**Question: does stretched GaAs really lose its band gap?**

I stretched and compressed a zinc-blende GaAs cell in LDA and collected the pressures:

Zinc-blende GaAs at a series of fixed volumes, computed with Ansatz 0.2.0 using LDA and frozen-core PAW (set soft_2), scalar-relativistic and without spin polarisation. The plane-wave cutoff is 420 eV, the k mesh 11×11×11 and the Fermi–Dirac smearing width 0.05 eV. Pressure is positive in compression.

| volume (Å³/atom) | shortest distance (Å) | pressure (GPa) |
| --- | --- | --- |
| 21.234 | 2.398 | 2.814 |
| 21.245 | 2.399 | 2.768 |
| 21.686 | 2.415 | 1.065 |
| 21.912 | 2.423 | 0.263 |
| 22.138 | 2.432 | -0.492 |
| 22.364 | 2.440 | -1.205 |
| 22.590 | 2.448 | -1.876 |
| 22.816 | 2.456 | -2.507 |
| 23.041 | 2.464 | -3.099 |
| 23.267 | 2.472 | -3.655 |
| 23.493 | 2.480 | -4.181 |
| 23.945 | 2.496 | -5.152 |

Volume is what I set, the shortest distance is the Ga–As bond length, and pressure is the response, positive when the crystal is squeezed. The pressures look perfectly smooth. However, the same runs report a band gap that shrinks as the cell grows and is zero in the last two rows. Has GaAs become a metal there, is my k mesh too coarse, or is the method at fault? And if it is the method, why do the pressures look so healthy?

**Answer**

It is the method. LDA makes two errors here, one in the volume and one in the gap, and only the first can be seen in your table.

Start with the volume. Your pressure passes through zero near 22.0 Å³/atom. The measured crystal has an edge about one per cent longer (a rough, recalled figure), which is close to your row 22.590. A real crystal left alone at that size is under almost no pressure, yet your row gives −1.9 GPa: LDA wants to pull the atoms closer together.

This is the familiar overbinding of LDA. It treats the electrons around each point as a uniform gas and so undervalues the exchange energy gained where the density varies strongly. Stretching a crystal makes its density more uneven, so LDA charges too much for it. Part of the difference has other sources: zero-point and thermal motion, absent here, expand the real crystal a little, and your PAW files were made for PBE. The table cannot say how much the files contribute.

The gap error shows up in the orbital energies at Γ, the centre of the Brillouin zone. The top of the valence band there is a threefold level, and the bottom of the conduction band is a single level. Subtract the first from the second and keep the sign. The difference is 0.28 eV in row 22.590 and falls at every step to −0.14 eV in the last row. The negative sign means that the two levels have changed places. By electron count the single level is then filled and the threefold level only partly filled, so the reported gap stays at zero: in LDA the last row is a semimetal. Row 23.493, with a difference of only −0.002 eV, sits almost exactly on the crossing, and its sign alone should not be trusted. Your mesh contains Γ, where both band edges lie, so a finer one would not be expected to undo the inversion in the last row.

Why do the levels approach each other at all? The single level is an antibonding combination of atomic s orbitals, and the threefold level is a bonding combination of p orbitals. In the free atoms s lies below p. In the crystal, bonding pushes the antibonding s level up and the bonding p level down, far enough to reverse that order and open the gap. Stretch the bonds and the push on the s level weakens, so the atomic order returns.

A stretched hydrogen molecule is the simplest comparison. Its bonding and antibonding levels also draw together as the bond lengthens. But both come from the same kind of atomic orbital, so they merge at large distance and do not cross. In GaAs the levels come from different orbitals, which is why they can cross at a finite bond length.

This picture gives a simple formula. In tight-binding theory the coupling between neighbouring orbitals falls roughly as one over the bond length squared. The bond length grows as the cube root of the volume $V$, so, if the difference in energy between Ga and As orbitals of the same kind is neglected, the signed gap $\Delta$ should be a constant atomic part plus a part that scales as $V^{-2/3}$. Fitted to the ten rows with an open gap, with $V$ in Å³/atom, this gives

$$\Delta = -10.88\ \text{eV} + 11.36\ \text{eV}\times\left(\frac{22}{V}\right)^{2/3}.$$

Take the last row, which was not part of the fit. With $V = 23.945$ the bracket raised to the power 2/3 is 0.9451, so $\Delta = -10.88 + 11.36\times 0.9451 = -0.14$ eV, as computed. The inverted rows therefore continue the same trend as the open ones. That does not prove the formula, since another smooth curve of similar shape would also do.

The orbital energies at Γ test the bonding picture more directly, because they also contain the partners of our two levels: a bonding s level and an antibonding p level. From the first row to the last, the distance between the two s levels shrinks from 14.0 to 12.2 eV, while the two p levels stay about 3.7 eV apart. The midpoint of the s pair stays about 8.1 eV below that of the p pair. So the gap closes almost entirely because the antibonding s level is pushed up less. The s splitting shrinks faster than the formula assumes and the p splitting hardly at all, so the two fitted constants should not be read as atomic energies.

So the trend itself is reasonable. Near zero pressure your gap changes by 0.10 eV per GPa, close to what is measured (roughly 0.1, recalled). What fails is the starting point. The measured gap is roughly 1.5 eV, and row 22.590 is about 1.2 eV short of it. If that shortfall were the same at every volume, which is only an illustration, the last row would still have a gap of about 1.1 eV.

Theory offers two reasons for the low starting point. First, a gap is the cost of taking an electron out of the crystal minus the gain on putting one in. The difference between Kohn–Sham levels leaves out a jump in the potential that belongs to this quantity, and LDA has no such jump. Second, in LDA an electron partly repels itself, which raises compact orbitals too much. In row 22.590 the levels that look like Ga 3d lie 14.9 eV below the valence top, where experiment puts them at roughly 19 eV (recalled). Being too close, they push the p-like valence top upwards and narrow the gap. These runs do not separate the two effects, or any share due to the PBE-made files.

Spin–orbit coupling, also left out, does not rescue the result. It would raise the valence top by roughly 0.1 eV and bring the crossing forward from about 23.5 to about 23.2 Å³/atom. Neither volume is a property of real GaAs.

The pressures stay smooth because pressure comes from the total energy, to which all occupied states contribute. The crossing rearranges only a few states close to Γ. A Birch equation of state fitted to the ten open-gap rows predicts the pressures of the two inverted rows to within 0.01 GPa. A smooth pressure curve is thus no evidence that the electronic state is right.

There is also a trap in relaxing the cell. At LDA's own zero-pressure volume the gap is 0.49 eV, which looks better than the 0.28 eV near the measured volume. The gain comes entirely from the cell being too small: one error hides part of the other.

In practice, use these runs for how the gap shifts under modest pressure, and add that shift to the measured gap. Do not use them to decide whether the material conducts. A hybrid functional on the same cells, which mixes in exact exchange, would be expected to lift the whole gap curve while changing its slope much less. The output printed below gives the fits and the crossing volume.

Output of the analysis:

```
Volume at zero pressure, interpolated (Å³/atom): 21.99
Cubic edge at zero pressure (Å): 5.603
Edge of the row 22.590 longer than that by (%): 0.9002
Pressure in the row 22.590 (GPa): -1.876
Gap at the zero-pressure volume (eV): 0.4867
Gap in the row 22.590 (eV): 0.2847
Gap gained by the smaller LDA volume (eV): 0.202
Shortfall of the row 22.590 against a rough recalled 1.5 eV (eV): 1.215
Gap change per pressure near zero pressure (eV/GPa): 0.1029
Slope of signed gap with ln V, compressed end (eV): -7.685
Slope of signed gap with ln V, stretched end (eV): -7.169
Volume where the levels cross, interpolated (Å³/atom): 23.49
Crossing volume above zero-pressure volume by (%): 6.799
Volume where 0.1 eV of gap is left, rough spin-orbit allowance (Å³/atom): 23.16
Signed gap in the most stretched row (eV): -0.1383
Same row if the shortfall were a rigid shift (eV): 1.077
Ga 3d-like level below the valence top, row 22.590 (eV): 14.9
fit of sg on 10 rows (sg > 0): constant -10.88 +/- 0.0028, coefficient of bond 11.36 +/- 0.0028; rms 0.000162, worst 23.267 -0.000343, leave-one-out rms 0.000221
  rows outside the fit (model, value, miss): 23.493 -0.003059, -0.00223, -0.000829; 23.945 -0.1403, -0.1383, -0.00202
fit of pressure on 10 rows (sg > 0): coefficient of b5 -45.38 +/- 1.9, coefficient of b7 -20.3 +/- 3.9, coefficient of b9 65.64 +/- 1.9; rms 0.00182, worst 23.267 -0.00313, leave-one-out rms 0.00307
  rows outside the fit (model, value, miss): 23.493 -4.186, -4.181, -0.00532; 23.945 -5.153, -5.152, -0.000591
```
